Question

I calculated the magnetic response of the cation F–PH₃⁺ with B3LYP at one fixed geometry, changing only the basis set.

Isotropic magnetisability, its anisotropy (root of half the summed squared differences of the principal values) and molar susceptibility of F–PH₃⁺ (singlet) in the gas phase, calculated with PySCF 2.14.0 using non-relativistic B3LYP, GIAOs and density fitting. The geometry was optimised with PBE0-D3(BJ)/def2-SVP.

```
             level  magnetisability (1e-30 J/T^2)  magnetisability anisotropy (1e-30 J/T^2)  susceptibility (1e-6 cm^3/mol)
        B3LYP/MINI                         -469.0                                     99.10                         -28.250
       B3LYP/3-21G                         -395.0                                    104.60                         -23.790
 B3LYP/aug-cc-pVDZ                         -346.0                                    128.80                         -20.840
B3LYP/aug-pcSseg-1                         -339.4                                    134.50                         -20.440
 B3LYP/6-311G(d,p)                         -331.1                                    123.70                         -19.940
     B3LYP/cc-pVTZ                         -328.3                                    131.20                         -19.770
```

I would like to understand these points:
1. How are magnetisability and susceptibility related, and which basis gives the strongest response?
2. Do MINI and 3-21G go wrong in the same way?
3. What does MINI do to the electron density?
4. Do diffuse functions do the same?
5. 6-311G(d,p) and cc-pVTZ have similar magnetisabilities. Do their tensors agree as well?
6. Does the fault in MINI's density also explain its anisotropy?
7. Which digits can I trust?

Answer

1. The two columns hold the same result, once per molecule and once per mole; multiplying the first by 0.0602 gives the second in the units of the table. A negative sign means that the induced currents oppose the field. MINI gives the strongest response, about 40 percent above the mean of the last four rows, and 3-21G comes next with about 17 percent. Those four bases contain polarisation functions, which let an orbital change its angular shape. I use their mean as a yardstick, not as the exact answer.

2. They go wrong in different ways. Picture the electrons circling freely about the centre of mass: the wider the cloud, the stronger the diamagnetic part. The nuclei hinder this circulation, and a positive remainder corrects for it. In susceptibility units, MINI's diamagnetic part is too negative by 7.3 and its remainder too small by only 0.7. For 3-21G the two errors are 1.2 and 2.3, so the remainder matters more.

The split depends on the chosen centre, but moving it by 1 Å would change these errors by less than 0.4, which leaves the diagnosis intact. A shortage of polarisation functions probably contributes to the error of 3-21G, because the field has to reshape the orbitals. It is not the only influence: MINI has none either, yet its remainder is larger.

3. MINI makes the cloud too wide. The diamagnetic excess is 7.4 for a field along the F–P axis and 7.3 for a field across it. The cloud therefore widens almost evenly in all directions. Either the cloud around each atom swells, or electrons move from phosphorus to all four neighbours, which surround it roughly like the corners of a tetrahedron. The second cause alone is unlikely. Fluorine and phosphorus lie on the axis, so for a field along it only electrons moved to the hydrogens would count, and about one whole electron would have to go there to give the 7.4. Swelling is also what one expects, because a minimal basis has one fixed radial shape for each atomic shell. In a cation the remaining electrons are held more tightly, but such a basis cannot let them contract.

4. No. The two augmented bases, which contain diffuse functions, have on average the same diamagnetic part as the other two polarised bases to within 0.1. A diffuse function only offers the electrons more room, and in a cation they gain little energy by using it. MINI's fixed shapes leave them no choice.

The augmented bases still give a magnetisability more negative by 13 on average, almost entirely through the remainder. Diffuse functions aside, however, they have fewer sizes of valence function than the other two, so this difference cannot be assigned to the diffuse functions alone.

5. Less well than the means suggest. The two directions across the axis are equivalent and the response along the axis is the strongest in every row, so the mean M and the anisotropy A fix the components:

along the axis = M − 2A/3
across the axis = M + A/3

From cc-pVTZ to 6-311G(d,p), the component along the axis changes by +2.2 and each of the two across it by −5.3. The mean therefore changes by (2.2 − 2 × 5.3)/3 = −2.8, while the anisotropy changes by −7.5. Part of the disagreement cancels in the mean and adds up in the anisotropy.

6. Not through the diamagnetic part. Think of a dumbbell made of round balls. If the balls swell, its moments of inertia along and across the axis grow by the same amount, and their difference still depends only on how heavy the balls are and where they sit. The diamagnetic part follows the same geometry, with electrons in place of mass; the comparison does not extend to the remainder.

This gives a simple model: place a round cloud on each nucleus, with as many electrons as the nuclear charge Z. Let a be the distance of a nucleus from the centre of mass measured along the axis, and b its distance in one direction across it. The diamagnetic part across the axis less that along it is then

D = −K Σ Z(a² − b²), with K ≈ 4.2 per Å² in susceptibility units.

For F, P and the three H atoms, a² is about 1.0, 0.28 and 0.94 Å². The hydrogens alone lie off the axis, with an average b² of 0.89 Å². Hence

Σ Z(a² − b²) ≈ 9 × 1.0 + 15 × 0.28 + 3 × 0.94 − 3 × 0.89 ≈ 13.35 Å²
D ≈ −4.2 × 13.35 ≈ −56.

Without the rounding, the model gives −58.0, within 1 percent of the calculated value in every row, although always slightly too large in size. The model has no adjusted constant. It counts one electron too many for a cation, so its success also means that the missing electron, the shifts of charge between the atoms and the departures of the clouds from roundness together add little to this difference.

The anisotropy is what is left when this large, steady difference is set against an opposite one in the remainder. For MINI, in susceptibility units,

63.53 − 57.56 = 5.97.

The first number lies between 65.4 and 65.8 in the polarised bases, while the second hardly changes. MINI's anisotropy is therefore too small because its remainder differs too little between the directions. The widening that spoils its mean largely cancels in the diamagnetic difference; whether the wide orbitals also disturb the remainder cannot be read from this split. The output below lists both parts for each basis.

7. Trust the first digit of the magnetisability and treat the second with caution. The four polarised bases spread over 17.7, about 5 percent of their mean, and their anisotropies over 10.8, about 8 percent. "Between −328.3 and −346.0 in these four bases" is a fair summary for B3LYP at this geometry, but this spread is not a strict error limit. The last row is not the basis-set limit merely because it closes the list, and the errors of the functional, of leaving out molecular vibration and of neglecting the centre-of-mass motion of the ion come on top.

Numerical output:

```
Components in 1e-30 J/T^2 and parts in 1e-6 cm^3/mol:
                 row   axial  perpendicular  dia mean  remainder mean  dia perp less axial  remainder perp less axial
          B3LYP/MINI  -535.1           -436    -93.62           65.37               -57.56                      63.53
         B3LYP/3-21G  -464.7         -360.1    -87.51           63.72               -57.99                      64.29
   B3LYP/aug-cc-pVDZ  -431.9         -303.1    -86.27           65.43               -57.76                      65.51
  B3LYP/aug-pcSseg-1  -429.1         -294.6    -86.36           65.92               -57.66                      65.76
   B3LYP/6-311G(d,p)  -413.6         -289.9    -86.39           66.45               -57.91                      65.36
       B3LYP/cc-pVTZ  -415.8         -284.6    -86.18           66.41               -57.67                      65.57
Deviation from the mean of the four polarised rows:
                 row  total in percent  dia part  remainder  change of split for origin moved 1 A
          B3LYP/MINI              39.5    -7.323    -0.6795                                0.1569
         B3LYP/3-21G             17.49    -1.215     -2.327                                0.3518
   B3LYP/aug-cc-pVDZ             2.915   0.02433    -0.6168                               0.07567
  B3LYP/aug-pcSseg-1            0.9518    -0.058    -0.1345                               0.06625
   B3LYP/6-311G(d,p)            -1.517    -0.088     0.3955                                 0.247
       B3LYP/cc-pVTZ             -2.35    0.1217     0.3558                                0.1051
Susceptibility over magnetisability, table units: 0.06023
MINI excess of mean square electron distance summed over electrons, bohr^2: 9.246
MINI deviation of axial dia part from polarised mean, 1e-6 cm^3/mol: -7.446
MINI deviation of perpendicular dia part from polarised mean, 1e-6 cm^3/mol: -7.262
Augmented less other polarised sets, magnetisability, 1e-30 J/T^2: -13
Augmented less other polarised sets, dia part, 1e-6 cm^3/mol: -0.03367
Augmented less other polarised sets, remainder, 1e-6 cm^3/mol: -0.7513
6-311G(d,p) less cc-pVTZ, mean, 1e-30 J/T^2: -2.8
6-311G(d,p) less cc-pVTZ, anisotropy, 1e-30 J/T^2: -7.5
6-311G(d,p) less cc-pVTZ, axial component, 1e-30 J/T^2: 2.2
6-311G(d,p) less cc-pVTZ, perpendicular component, 1e-30 J/T^2: -5.3
Round-cloud model, dia perpendicular less axial, 1e-6 cm^3/mol: -58.04
Largest miss of the round-cloud model, percent: 0.8273
Range over six rows of dia perpendicular less axial, 1e-6 cm^3/mol: 0.428
Range over six rows of remainder perpendicular less axial, 1e-6 cm^3/mol: 2.231
Spread of magnetisability over polarised rows, 1e-30 J/T^2: 17.7
Spread of anisotropy over polarised rows, 1e-30 J/T^2: 10.8
Spread of anisotropy over polarised rows, percent of their mean: 8.337
```
